**Question**

Why do fine-structure-resolved O₂(X ³Σg⁻) + para-H₂ cross sections favour Δj = ΔN? For N = 3, j = 3 → N′ = 5, what share misses j′ = 5?

**Answer**

Conventions: j = N + S, S = 1, ¹⁶O₂ (odd N only), H₂ staying in j₂ = 0, collision energy 200 cm⁻¹ (H₂ 0→2 opens at approximately 350 cm⁻¹). Approximate inputs: B = 1.44, λ = 1.98 cm⁻¹. Fine splittings of order λ are first neglected. "Leak" means the share with Δj ≠ ΔN.

**Hand estimate**

The potential exerts no torque on the spin, so S stays fixed while N tilts by θ. The label m = j − N is roughly the projection of S on N, and spin-1 m = 0 survives a tilt of the axis with probability cos²θ. A P₂ anisotropy kicks with K = 2 on a mean N of 4: θ ≈ 0.5 rad, leak ≈ θ² = 0.25. A statistical outcome would leak 22/33 = 0.67.

**Careful calculation**

Expand the spin-free T matrix in tensors of rank K acting on N. With S a spectator,

⟨N′Sj′‖T^K‖NSj⟩ = ±√[(2j+1)(2j′+1)] {N N′ K; j′ j S} ⟨N′‖T^K‖N⟩.

Averaging over initial and summing over final projections removes cross terms between ranks:

σ(Nj→N′j′) = (π/k²)(2j′+1) Σ_K {N N′ K; j′ j S}² P_K(N,N′),

with opacities normalised by σ(N→N′) = π/[k²(2N+1)] Σ_K P_K. Rank K therefore branches as f_K = (2N+1)(2j′+1){…}², and 6j orthogonality gives Σ_j′ f_K = 1. For large N, f_K → [d^S_mm′(θ_K)]², with

cos θ_K = [N(N+1) + N′(N′+1) − K(K+1)] / 2√[N(N+1)N′(N′+1)].

At fixed K, θ_K ∝ 1/N, so m′ = m: Δj = ΔN. For S = 1, j = N, j′ = N′, f_K = cos²θ_K exactly.

The weights need dynamics. In the infinite-order sudden approximation rank K contributes c_K Q_K, with c_K = (2N′+1)(N N′ K; 0 0 0)² and Q_K the 0→K cross section of the spin-free rotor; only even K survive (close coupling admits odd K too). I assume Q_(K+2)/Q_K = r = 1/4, an illustration, not a property of the real surface.

K | c_K | weight w_K | f_K
2 | 0.476 | 0.872 | 0.900
4 | 0.220 | 0.101 | 0.336
6 | 0.179 | 0.021 | 0
8 | 0.253 | 0.007 | 0.625

Σ w_K f_K = 0.82, so the leak is 0.18.

**Why 0.25 and 0.18 differ**

Geometry lowers the leak. For N′ = N + 2, K = 2 the formula reduces to 1 − f₂ = 2/[(N+1)(N+2)] = 2/20 = 0.10, against the estimated 4/16. Raising N by two spends the kick along N; only K(K+1) − ΔN² = 2 of its square remains to tilt N. That is a factor 2, and the denominator gives another 1.25.

Higher ranks raise it. K ≥ 4 carries 0.13 of the weight but leaks 0.70 on average, supplying 0.090 against 0.087 from K = 2. The estimate's two oversights thus partly cancel, to a degree set by r: the leak is 0.10 at r = 0 and 0.27 at r = 1/2.

Spin–spin coupling limits the precision. Levels with j = N stay pure, but "N′ = 5, j′ = 4" acquires N = 3 character with first-order amplitude [2λ√20/9]/(18B) = 0.076. It borrows the 3,3→3,4 amplitude, whose rank-2 strength c₂f₂ is 0.060 against 0.048 for the direct route. The interference, 2 × 0.076 × √(0.060/0.048) = 0.17 of that channel, moves the rank-2 leak by about 0.015, so the second digit of 0.18 is insecure even with r known.